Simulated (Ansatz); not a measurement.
## BaRhO3: energy above lowest point and pressure against volume scale

Free energy against uniform scaling of the volume at fixed shape and fractions; periodic cell, basis, potentials, k mesh and filling as listed. The results are calculated, by Ansatz 0.2.0.

The cell before it is scaled or strained (space group Pm-3m, No. 221):
```
BaRhO3
1.0
      4.1081     0.0000     0.0000
      0.0000     4.1081     0.0000
      0.0000     0.0000     4.1081
Ba Rh O
1 1 3
Direct
  0.00000 0.00000 0.00000
  0.50000 0.50000 0.50000
  0.50000 0.00000 0.50000
  0.00000 0.50000 0.50000
  0.50000 0.50000 0.00000
```

Settings of every row: functional LDA; dispersion none; potentials PAW; wave cutoff 500 eV; density cutoff 2000 eV; k mesh 6x6x6; k shift 0x0x0; occupations gaussian; smearing width 0.1 eV; spin none.

Limits: all rows lie far from zero pressure; coarse k mesh, up to 40 meV an atom off; minimum outside the range; odd electron count without spin; no spin-orbit coupling, which can matter with elements this heavy; the cell comes from a prototype or a list of computed structures and needn't be the stable phase; atoms stay on their symmetric sites, though polar or tilted forms of a perovskite may lie lower.

```csv
row,volume scale,V (Å³/atom),energy above lowest point (meV/atom),pressure (GPa)
1,0.9406,13.042,0,-9.64
2,0.9703,13.454,?,?
3,1,13.866,68.5,-16.59
4,1.0297,14.278,114.7,-19.22
5,1.0594,14.69,167,-21.42
```

Question: what energy above lowest point and pressure should row 2 give?

Worked fit of energy above lowest point. Take u = (V_r/V)^(2/3) − 1 with V_r = 14.072 Å³ an atom, which is twice the finite (Eulerian) strain; such expansions in the strain, on which the Birch-Murnaghan equation of state is built, carry the rest volume and the bulk modulus. The shown rows have u = 0.05198, 0.00988, -0.00964, -0.02825. Least squares give energy above lowest point = 90.74 − 2364.2 × u + 11896 × u² meV/atom; a straight line predicts inner rows, each left out in turn, worse (root mean square 12 against 0.13 meV/atom). The rows lie off it by 0.0, 0.0, 0.1, 0.0. The withheld row has u = 0.03039, so the fit gives 90.74 − 2364.2 × (0.03039) + 11896 × (0.03039)² = 29.9 meV/atom.

The calculation gave 29.8 meV/atom. The fit lies 0.1 meV/atom (0.06 % of the column's range) above it, one unit of the last digit.

Worked fit of pressure. Take u = (V_r/V)^(2/3) − 1 with V_r = 14.072 Å³ an atom, which is twice the finite (Eulerian) strain; such expansions in the strain, on which the Birch-Murnaghan equation of state is built, carry the rest volume and the bulk modulus. The shown rows have u = 0.05198, 0.00988, -0.00964, -0.02825. Least squares give pressure = −17.968 + 135.49 × u + 475.3 × u² GPa; a straight line predicts inner rows, each left out in turn, worse (root mean square 0.47 against 0.02 GPa). The rows lie off it by 0.00, -0.01, 0.01, 0.00. The withheld row has u = 0.03039, so the fit gives −17.968 + 135.49 × (0.03039) + 475.3 × (0.03039)² = -13.41 GPa.

The calculation gave -13.44 GPa. The fit lies 0.03 GPa (0.25 % of the column's range) above it; its largest miss of a shown row is 0.01 GPa.
